## Mean position of a carrier in gapped graphene on hexagonal BN

### Problem

**Model.** Near valley $\tau=\pm1$, in the sublattice basis $(A,B)$,

$$H=\boldsymbol\alpha\cdot\mathbf q+\Delta\,\beta,\qquad \mathbf q=\hbar v\,\mathbf k,\qquad \boldsymbol\alpha=(\tau\sigma_x,\sigma_y),\qquad \beta=\sigma_z .$$

$\mathbf k$ is the wave vector counted from the valley centre, $\mathbf x=(x,y)=i\nabla_{\mathbf k}$, and $E=\sqrt{q^2+\Delta^2}$. Real spin is a spectator. Carriers are independent and do not scatter.

**Data.**

- Typical material values: $v=1.0\times10^{6}$ m/s $=1.0$ nm/fs; gap $2\Delta=30$ meV (nearly aligned stack, sample dependent); moiré period $L=14$ nm; graphene lattice constant $a_0=0.246$ nm.
- Assumed conditions: Gaussian packet centred at $\mathbf q_0=(20\ \text{meV},0)$, rms width $\sigma=200$ nm in each direction; $T=4$ K; Fermi level gated well below $-E(\mathbf q_0)$, so both bands are empty near $\mathbf q_0$.

**Tasks.**

(a) Find the Foldy-Wouthuysen (FW) operator $U$ and the mean position $\mathbf X=U^\dagger\mathbf xU$; evaluate both at $\mathbf q_0$.
(b) Find $[X,Y]$, $[X_i,p_j]$ and $d\mathbf X/dt$.
(c) The packet starts on sublattice $A$, spinor $(1,0)$. Find $\langle\mathbf x\rangle(t)$ and $\langle\mathbf X\rangle(t)$.
(d) The packet lies wholly in the conduction band. Find $\langle\mathbf x\rangle-\langle\mathbf X\rangle$ and the commutator of the band-projected coordinates.
(e) State the range of the model.

### Solution

**Scales.** $\hbar=658.2$ meV fs, so $\hbar v=658.2$ meV nm.

- $E=\sqrt{20^2+15^2}$ meV $=25$ meV; $k_0=q_0/\hbar v=0.0304$ nm$^{-1}$.
- Dictionary to the Dirac equation: $c\to v$, $mc^2\to\Delta$. Band-edge mass $\Delta/v^2=0.0026\,m_e$. Reduced Compton length $\lambda=\hbar v/\Delta=43.9$ nm.
- $2\Delta/k_B=348$ K; $k_BT=0.34$ meV at 4 K.
- Both bands empty at $k_0$ needs a hole density above $k_0^2/\pi=2.9\times10^{10}$ cm$^{-2}$ (two spins, two valleys).

All numbers below belong to the model with these inputs.

#### (a) The operator

Algebra used: $\beta^2=1$, $\{\beta,\alpha_i\}=0$, $\alpha_i\alpha_j=\delta_{ij}+i\epsilon_{ij}\Sigma_z$, with $\Sigma_z=-i\alpha_x\alpha_y=\tau\sigma_z$. $\Sigma_z$ is a pseudospin, not the electron spin.

Put $\mathbf n=\mathbf q/q$ and $A=\beta\,\boldsymbol\alpha\cdot\mathbf n$. Then $A^2=-1$, $A^\dagger=-A$, and $A$ anticommutes with $H$. Take $U=\cos\theta+A\sin\theta=e^{A\theta}$. Anticommutation gives $UHU^\dagger=U^2H$, and

$$U^2H=\beta\,(\Delta\cos2\theta+q\sin2\theta)+\boldsymbol\alpha\cdot\mathbf n\,(q\cos2\theta-\Delta\sin2\theta).$$

The odd part vanishes for $\tan2\theta=q/\Delta$. Hence

$$U=\frac{E+\Delta+\beta\,\boldsymbol\alpha\cdot\mathbf q}{\sqrt{2E(E+\Delta)}},\qquad UHU^\dagger=\beta E .$$

$U$ depends on $\mathbf k$ only, so $\mathbf X=\mathbf x+\mathbf D$ with $\mathbf D=iU^\dagger\nabla_{\mathbf k}U=i\hbar v\,U^\dagger\nabla_{\mathbf q}U$. The derivative $\partial_j=\partial/\partial q_j$ has two parts.

1. Change of angle: $U^\dagger(-\sin\theta+A\cos\theta)\,\theta' n_j=A\,\theta' n_j$, with $\theta'=d\theta/dq=\Delta/2E^2$.
2. Change of direction: $\partial_jA=\beta(\alpha_j-\boldsymbol\alpha\cdot\mathbf n\,n_j)/q$ and $A\,\partial_jA=-i\Sigma_z(\hat{\mathbf z}\times\mathbf n)_j/q$. This part is $\sin\theta\cos\theta\,\partial_jA-\sin^2\theta\,A\,\partial_jA$.

Insert $\sin\theta\cos\theta=q/2E$ and $\sin^2\theta=q^2/2E(E+\Delta)$. The terms in $An_j$ combine as $\Delta/2E^2-1/2E=-q^2/2E^2(E+\Delta)$. Result:

$$\mathbf X=\mathbf x+\hbar v\left[\frac{i\beta\boldsymbol\alpha}{2E}-\frac{i\beta(\boldsymbol\alpha\cdot\mathbf q)\,\mathbf q}{2E^2(E+\Delta)}-\frac{\Sigma_z\,\hat{\mathbf z}\times\mathbf q}{2E(E+\Delta)}\right],\qquad \hat{\mathbf z}\times\mathbf q=(-q_y,q_x).$$

The same steps with $4\times4$ matrices in three dimensions ($\hbar=c=1$) give

$$\mathbf X=\mathbf x+\frac{i\beta\boldsymbol\alpha}{2E}-\frac{i\beta(\boldsymbol\alpha\cdot\mathbf p)\,\mathbf p}{2E^2(E+m)}-\frac{\boldsymbol\Sigma\times\mathbf p}{2E(E+m)} .$$

This is the mean position of the Foldy-Wouthuysen theory (1950). On positive-energy states it is the position operator of Newton and Wigner (1949).

**At $\mathbf q_0$.** $\cos^2\theta=(E+\Delta)/2E=0.8$, $\sin^2\theta=0.2$, $\theta=26.6^\circ$. With $\beta\alpha_x=i\tau\sigma_y$,

$$U=\frac1{\sqrt5}\begin{pmatrix}2&\tau\\-\tau&2\end{pmatrix},\qquad u_+=U^\dagger\binom10=\frac1{\sqrt5}\binom2\tau,\qquad u_-=U^\dagger\binom01=\frac1{\sqrt5}\binom{-\tau}2 .$$

With $i\beta\alpha_x=-\tau\sigma_y$ and $i\beta\alpha_y=\sigma_x$:

$$D_x=-\tau a\,\sigma_y,\qquad D_y=b\,\sigma_x-\tau c\,\sigma_z,$$

| symbol | formula | value |
|---|---|---|
| $a$ | $\hbar v\Delta/2E^2$ | 7.90 nm |
| $b$ | $\hbar v/2E$ | 13.2 nm |
| $c$ | $\hbar vq_0/2E(E+\Delta)$ | 6.58 nm |

#### (b) Commutators and velocity

Unitary conjugation preserves commutators, and $U^\dagger\mathbf pU=\mathbf p=\hbar\mathbf k$. So

$$[X,Y]=U^\dagger[x,y]U=0,\qquad [X_i,p_j]=i\hbar\,\delta_{ij}.$$

In terms of $\mathbf D$: $[X,Y]=i(\partial_{k_x}D_y-\partial_{k_y}D_x)+[D_x,D_y]$. The two pieces do not vanish separately. At $\mathbf q_0$,

$$[D_x,D_y]=2i(\tau ab\,\sigma_z+ac\,\sigma_x)=i\,(208\,\tau\sigma_z+104\,\sigma_x)\ \text{nm}^2 ,$$

and the curl term cancels it.

Velocity. In the FW picture $(i/\hbar)[\beta E,\,i\nabla_{\mathbf k}]=\beta\nabla_{\mathbf k}E/\hbar=\beta v\mathbf q/E$. Transform back with $U^\dagger\beta U=H/E$:

$$\frac{d\mathbf X}{dt}=\frac{v\,\mathbf q\,H}{E^2}=\frac{v^2\mathbf p\,H}{E^2}.$$

It commutes with $H$, so it is constant, and $\langle\mathbf X\rangle$ is exactly linear in $t$ for any state. Its eigenvalues are the group velocities; at $\mathbf q_0$ they are $\pm vq_0/E=\pm0.8$ nm/fs along $x$. Also $[\mathbf X,H/E]=U^\dagger[\mathbf x,\beta]U=0$: $\mathbf X$ does not connect the bands.

Contrast: $d\mathbf x/dt=v\boldsymbol\alpha$, with component eigenvalues $\pm v$ and $[\boldsymbol\alpha,H]\neq0$.

#### (c) Packet started on sublattice $A$

Wave-vector spread $\delta k=1/2\sigma=0.0025$ nm$^{-1}$, so $\delta k/k_0=0.082$. First treat the packet as sharp at $\mathbf q_0$.

Band weights: $|u_+^\dagger(1,0)^T|^2=0.8$ and $|u_-^\dagger(1,0)^T|^2=0.2$. $\langle H\rangle=\Delta$.

Mean position:

$$\frac{d\langle X\rangle}{dt}=\frac{vq_0\Delta}{E^2}=0.48\ \text{nm/fs},\qquad \frac{d\langle Y\rangle}{dt}=0 .$$

Ordinary position: $\langle\mathbf x\rangle=\langle\mathbf X\rangle-\langle\mathbf D\rangle$. Write $H=E\,\mathbf m\cdot\boldsymbol\sigma$ with $\mathbf m=(0.8\tau,0,0.6)$. The pseudospin $\mathbf S=\langle\boldsymbol\sigma\rangle$ obeys $\dot{\mathbf S}=\omega\,\mathbf m\times\mathbf S$, with

$$\omega=\frac{2E}{\hbar}=0.0760\ \text{fs}^{-1},\qquad \frac{2\pi}{\omega}=82.7\ \text{fs}.$$

From $\mathbf S(0)=\hat{\mathbf z}$:

$$S_x=0.48\,\tau(1-\cos\omega t),\qquad S_y=-0.8\,\tau\sin\omega t,\qquad S_z=0.36+0.64\cos\omega t .$$

Then $\langle D_x\rangle=0.8a\sin\omega t=6.32\ \text{nm}\,\sin\omega t$. For $y$: $0.48b=6.32$ nm, $0.36c=2.37$ nm, $0.64c=4.21$ nm, so $\langle D_y\rangle=\tau(3.95-10.5\cos\omega t)$ nm. With $\langle\mathbf x\rangle(0)=0$:

$$\langle X\rangle=(0.48\ \text{nm/fs})\,t,\qquad \langle Y\rangle=-6.58\,\tau\ \text{nm},$$

$$\langle x\rangle=(0.48\ \text{nm/fs})\,t-6.32\ \text{nm}\,\sin\omega t,\qquad \langle y\rangle=-10.5\,\tau\ \text{nm}\,(1-\cos\omega t).$$

Independent route: integrate $\langle\dot x\rangle=v\tau S_x$ and $\langle\dot y\rangle=vS_y$. Since $v/\omega=b$, the amplitudes are $0.48b$ and $0.8b$, the same values.

Reading. The centroid runs on an ellipse with semi-axes 6.32 nm and 10.5 nm. The centre of the ellipse drifts 39.7 nm per period. The sense of rotation is opposite in the two valleys. All of the oscillation (Zitterbewegung) sits in $\mathbf D$. The centre lies at $\langle Y\rangle-3.95\tau$ nm, not at $\langle Y\rangle$; part (d) explains the offset.

Finite width. Average $e^{i\omega(\mathbf k)t}$ over the Gaussian, with $\omega$ linear in $k_x$ and $\partial\omega/\partial k_x=2vq_0/E=1.6$ nm/fs. The oscillation gets the envelope $e^{-t^2/2t_d^2}$,

$$t_d=\frac{1}{(1.6\ \text{nm/fs})(0.0025\ \text{nm}^{-1})}=250\ \text{fs}=3.0\ \text{periods}.$$

The two band components separate at 1.6 nm/fs and cease to overlap. Neglected terms: the amplitudes change at relative order $(\delta k/k_0)^2$, 0.7 per cent; the curvature of $\omega(\mathbf k)$ adds a phase $(\hbar v^2/E)\,\delta k^2t\,[1+(\Delta^2/E^2)(1-t^2/t_d^2)]$, which is 0.041 rad at $t_d$ (to first order in $\eta$, the average of $e^{i\xi k_x+i\eta k_x^2}$ has phase $\eta\,\delta k^2(1-\xi^2\delta k^2)$, here with $|\xi|\,\delta k=t/t_d$); the $k$ dependence of the amplitudes adds a phase of order $(\delta k/k_0)(t/t_d)$. The linearity of $\langle\mathbf X\rangle$ needs none of these approximations.

#### (d) Conduction-band packet

Take $\mathbf x$ to the FW picture: $U\mathbf xU^\dagger=\mathbf x+iU\nabla_{\mathbf k}U^\dagger$. Exchanging $U$ and $U^\dagger$ amounts to $A\to-A$. The two odd terms of $\mathbf D$ flip sign and the $\Sigma_z$ term stays. In this picture $\mathbf X$ is plain $i\nabla_{\mathbf k}$ and $\Sigma_z=\tau\beta=\tau s$ in band $s=\pm1$. With the band projector $P_s$,

$$P_s\mathbf xP_s=(\mathbf X+\boldsymbol{\mathcal A}_s)P_s,\qquad \boldsymbol{\mathcal A}_s=-s\tau\,\frac{\hbar v\;\hat{\mathbf z}\times\mathbf q}{2E(E+\Delta)}=i\,u_s^\dagger\nabla_{\mathbf k}u_s .$$

$\boldsymbol{\mathcal A}_s$ is the Berry connection in the FW gauge. At $\mathbf q_0$, $s=+1$:

$$\langle x\rangle-\langle X\rangle=0,\qquad \langle y\rangle-\langle Y\rangle=-\tau c=-6.58\,\tau\ \text{nm},$$

constant in time. A one-band packet has no Zitterbewegung even in $\mathbf x$. For the mixed packet of (c) the weights give $(0.8-0.2)(-\tau c)=-3.95\,\tau$ nm, the offset of the ellipse.

Size against energy. With $t_\theta=\tan\theta$, $|\boldsymbol{\mathcal A}|=(\lambda/2)\,t_\theta(1-t_\theta^2)/(1+t_\theta^2)$. The maximum has $t_\theta^4+4t_\theta^2-1=0$, so $t_\theta^2=\sqrt5-2$ and $E=\Delta(1+\sqrt5)/2=24.3$ meV. There $|\boldsymbol{\mathcal A}|=6.59$ nm; $\mathbf q_0$ is close to the maximum.

Commutator of the projected coordinates $\mathbf r=\mathbf X+\boldsymbol{\mathcal A}_s$: $[r_x,r_y]=i\Omega_s$ with $\Omega_s=\partial_{k_x}\mathcal A_y-\partial_{k_y}\mathcal A_x$. The connection is azimuthal, $k\mathcal A_\varphi=-s\tau(E-\Delta)/2E$, so

$$\Omega_s=\frac1k\frac{d(k\mathcal A_\varphi)}{dk}=-s\tau\,\frac{(\hbar v)^2\Delta}{2E^3}.$$

Conduction band: $\Omega_+=-208\,\tau$ nm$^2$ at $\mathbf q_0$, and $-\tau\lambda^2/2=-963\,\tau$ nm$^2$ at the band edge.

Interband part. At $\mathbf q_0$ the odd part of $U\mathbf xU^\dagger$ is $(\tau a\sigma_y,\,-b\sigma_x)$. Its squares give the quantum metric, $g_{xx}=a^2=62.4$ nm$^2$ and $g_{yy}=b^2=173$ nm$^2$, $g_{xy}=0$, with $2\sqrt{\det g}=2ab=|\Omega|$. For a one-band packet $\mathrm{Var}(x)=\mathrm{Var}(r_x)+\langle g_{xx}\rangle$. At $k=0$, $\sqrt{g_{xx}}=\sqrt{g_{yy}}=\lambda/2=21.9$ nm. The amplitudes in (c) are $2|c_+c_-|\sqrt{g_{jj}}$, with band amplitudes $c_\pm$ and $|c_+c_-|=0.4$.

Three positions:

| operator | components commute | connects bands | free velocity |
|---|---|---|---|
| $\mathbf x$ | yes | yes | $v\boldsymbol\alpha$, oscillates |
| $\mathbf r=P_s\mathbf xP_s$ | no, $i\Omega_s$ | no | $sv\mathbf q/E$ |
| $\mathbf X$ | yes | no | $v\mathbf qH/E^2$ |

Remarks.

- The charge density is $|\psi(\mathbf x)|^2$, so potentials couple to $\mathbf x$ and the charge centroid is $\langle\mathbf x\rangle$.
- $U\to e^{i\chi(\mathbf k)}U$ also diagonalises $H$ and shifts $\mathbf X\to\mathbf X-\nabla_{\mathbf k}\chi$. The offset of 6.58 nm refers to the FW choice $\chi=0$, which is regular at $k=0$ and rotationally covariant. $\Omega$ and $g$ do not depend on $\chi$.
- A weak uniform force $\mathbf F$ gives the one-band Hamiltonian $sE-\mathbf F\cdot(\mathbf X+\boldsymbol{\mathcal A}_s)$. Then $\hbar\dot{\mathbf k}=\mathbf F$, $\hbar\dot X_j=s\,\partial_{k_j}E-F_i\,\partial_{k_j}\mathcal A_i$, and adding $\dot{\mathcal A}_j$ gives $\hbar\dot r_y=s\,\partial_{k_y}E+F_x\Omega_s$. The constancy of $d\mathbf X/dt$ holds for free motion only.
- Conduction-band eigenstates of $\mathbf X$: $\psi_{\mathbf R}(\mathbf k)=e^{-i\mathbf k\cdot\mathbf R}u_+(\mathbf k)/2\pi$, with $u_+=(E+\Delta,\ \tau q_x+iq_y)^T/\sqrt{2E(E+\Delta)}$. Their overlap is $\delta^2(\mathbf R-\mathbf R')$. In $\mathbf x$ space they are not point-like: the branch point $E=0$ at $k^2=-1/\lambda^2$ gives tails $e^{-|\mathbf x-\mathbf R|/\lambda}$ times a power of the distance, with $\lambda=43.9$ nm.

#### (e) Range of the model

- Moiré zone edge: the shortest reciprocal vector is $G=4\pi/\sqrt3L$, so $G/2=0.259$ nm$^{-1}$ and $\hbar vG/2=0.17$ eV. The packet has $k_0/(G/2)=0.12$ and lies well inside the first miniband. $\Delta$ and $v$ are effective constants of that miniband.
- Lattice corrections (trigonal warping) enter at relative order $k_0a_0=0.0075$ or below.
- The shifts $a$, $b$, $c$ are below the moiré period of 14 nm. They are centroid shifts of an envelope that covers many moiré cells, not positions inside a cell.
- The states $\psi_{\mathbf R}$ use all $\mathbf k$. Their core, within about $2/G=3.9$ nm of $\mathbf R$, is outside the model; the tail is inside it.
- The packet's energy spread in each band, $\hbar(0.8v)\,\delta k=1.3$ meV, exceeds $k_BT$ and is small against the interband splitting $2E=50$ meV. Relaxation into the empty states below must be slow against $t_d$; the model assumes this.
- At fixed $\Delta$ and $E$, lengths scale as $v$, $\Omega$ and $g$ as $v^2$, and the period does not depend on $v$. At carrier densities of $10^{10}$ to $10^{11}$ cm$^{-2}$ electron-electron interaction typically raises the velocity of graphene on BN by roughly 30 per cent over the value used. The model's lengths then fall short by a factor of about 1.3 and its $\Omega$ by about 1.7.

**Results of the model.** $\langle\mathbf X\rangle$ moves uniformly: 0.48 nm/fs for the $A$-polarised packet, 0.8 nm/fs for the conduction packet. $\langle\mathbf x\rangle$ of the $A$-polarised packet oscillates with amplitudes 6.32 nm and 10.5 nm, period 82.7 fs, decay time 250 fs. The conduction packet sits $-6.58\,\tau$ nm from $\langle\mathbf X\rangle$ along $y$, with $\Omega_+=-208\,\tau$ nm$^2$.